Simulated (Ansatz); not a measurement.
## C2O3: the change of pressure with volume per atom

Results calculated with Ansatz 0.2.0 development build, not measured. Equation of state of a cubic crystal from periodic Kohn-Sham density functional theory without spin; pressure corrected for the finite basis.

Cell of the first row (space group Pn-3m, No. 224):
```
CELL_PARAMETERS angstrom
4.29920 0.00000 0.00000
0.00000 4.29920 0.00000
0.00000 0.00000 4.29920
ATOMIC_POSITIONS crystal
C 0.25000 0.25000 0.25000
C 0.75000 0.75000 0.25000
C 0.75000 0.25000 0.75000
C 0.25000 0.75000 0.75000
O 0.50000 0.00000 0.00000
O 0.00000 0.50000 0.00000
O 0.00000 0.00000 0.50000
O 0.50000 0.50000 0.00000
O 0.50000 0.00000 0.50000
O 0.00000 0.50000 0.50000
```

Settings of every row: formula C2O3; structure type cubic X2O3; functional PBE; spin treatment none; k mesh 9x9x9; occupation method fermi-dirac; occupation width 0.061225619 eV; wave cutoff 700 eV; datasets hard PAW; density cutoff ratio 4.

Limits: a cubic model structure, not a phase known at ambient conditions; modest k-mesh, values are not fully converged in k.

```csv
row,volume per atom (Å³),pressure (GPa),energy above lowest point (meV/atom)
1,7.946,10.553,15.9
2,8.115,6.683,6.84
3,8.284,3.183,1.66
4,8.453,?,?
5,8.622,-2.826,1.51
6,8.791,-5.385,5.86
7,8.96,-7.676,12.78
```

Question: what pressure should row 4 give?

Worked fit of pressure. Take u = (V_r/V)^(2/3) − 1 with V_r = 8.453 Å³ an atom, which is twice the finite (Eulerian) strain; such expansions in the strain, on which the Birch-Murnaghan equation of state is built, carry the rest volume and the bulk modulus. The shown rows have u = 0.0421, 0.02758, 0.01355, -0.01311, -0.0258, -0.03809. Least squares give pressure = 0.0221 + 225.11 × u + 599.4 × u² − 119 × u³ GPa; a parabola predicts inner rows, each left out in turn, worse (root mean square 0.0031 against 0.0015 GPa). The rows lie off it by 0.000, -0.001, 0.001, 0.000, 0.000, 0.000. The pressure vanishes at u = -0.0001, or V = 8.454 Å³ an atom, and there the bulk modulus at fixed shape and fractions is B = −V dP/dV = (2/3)(1 + u) dP/du = 150 GPa. The withheld row has u = 0, so the fit gives 0.0221 + 225.11 × (0) + 599.4 × (0)² − 119 × (0)³ = 0.022 GPa.

The calculation gave 0.022 GPa. The fit meets it to the printed digit.

The other values of row 4: energy above lowest point 0 meV/atom.
